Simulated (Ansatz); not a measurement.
# Abstraction of F: GeH2F2 + GaH(CH3) → GeH2F + GaH(CH3)F

Species: GeH2F2 (difluorogermane) `[F][GeH2][F]`, singlet; GaH(CH3), doublet; GeH2F `[F][GeH2]`, doublet; GaH(CH3)F, singlet. A radical takes F: the energy is the difference in strength between the Ge–F bond broken and the Ga–F bond made.

Shapes, held fixed at every level: PBE0-D4/def2-TZVP. Programs: Ansatz 0.2.0. Electronic energies: no zero-point or thermal term.

```json
{"level": "MP2/def2-SVP", "kind": "perturbation theory", "ΔE (kJ/mol)": "-18.9", "less CCSD(T)/def2-SVP": "+0.3"}
{"level": "MP2/def2-TZVPP", "kind": "perturbation theory", "ΔE (kJ/mol)": "-16.3", "less CCSD(T)/def2-SVP": "+2.9"}
{"level": "HF/def2-TZVPP", "kind": "Hartree–Fock", "ΔE (kJ/mol)": "-8.8", "less CCSD(T)/def2-SVP": "+10.4"}
{"level": "r2SCAN-D4/def2-TZVPP", "kind": "meta-GGA", "ΔE (kJ/mol)": "-20.2", "less CCSD(T)/def2-SVP": "-1.0"}
{"level": "wB97M-V/def2-TZVPP", "kind": "range-separated hybrid", "ΔE (kJ/mol)": "-19.2", "less CCSD(T)/def2-SVP": "0.0"}
{"level": "B2PLYP/def2-TZVPP", "kind": "double hybrid", "ΔE (kJ/mol)": "-18.9", "less CCSD(T)/def2-SVP": "+0.3"}
{"level": "CCSD(T)/def2-SVP", "kind": "coupled cluster or CI", "ΔE (kJ/mol)": "-19.2", "less CCSD(T)/def2-SVP": "0.0"}
```

The highest level, CCSD(T)/def2-SVP, gives ΔE = -19.2 kJ/mol; the levels span -20.2 to -8.8. The column of differences is taken from that level and isn't an error. No measured value is set beside it here. Open shells run unrestricted. Relativity is left out for Ga, Ge. Outer-core shells of Ga, Ge are correlated in most correlated rows, in sets that cover them unevenly.

Fluorine transfer from germanium to gallium is downhill at every level, so the Ga–F bond formed is stronger than the Ge–F bond broken, though only modestly. Gallium is the more electropositive partner, which gives its bond to fluorine more ionic character. The three-coordinate Ga(III) product also has an empty p orbital that can accept fluorine lone-pair density. Germanium in difluorogermane lacks such an orbital, but its geminal fluorines probably stabilise each other through negative hyperconjugation, which would help keep the difference small.

Hartree–Fock recovers the direction but gives only -8.8 kJ/mol, against -16.3 for MP2 in the same basis, so correlation favours the products even though one bond replaces another. Enlarging the MP2 basis makes the reaction less exothermic. This suggests that the coupled-cluster value would also shrink in a larger set, and that the exact match with wB97M-V is partly fortuitous. The exothermic direction is therefore better supported than its precise size, and neither says anything about the barrier to abstraction.
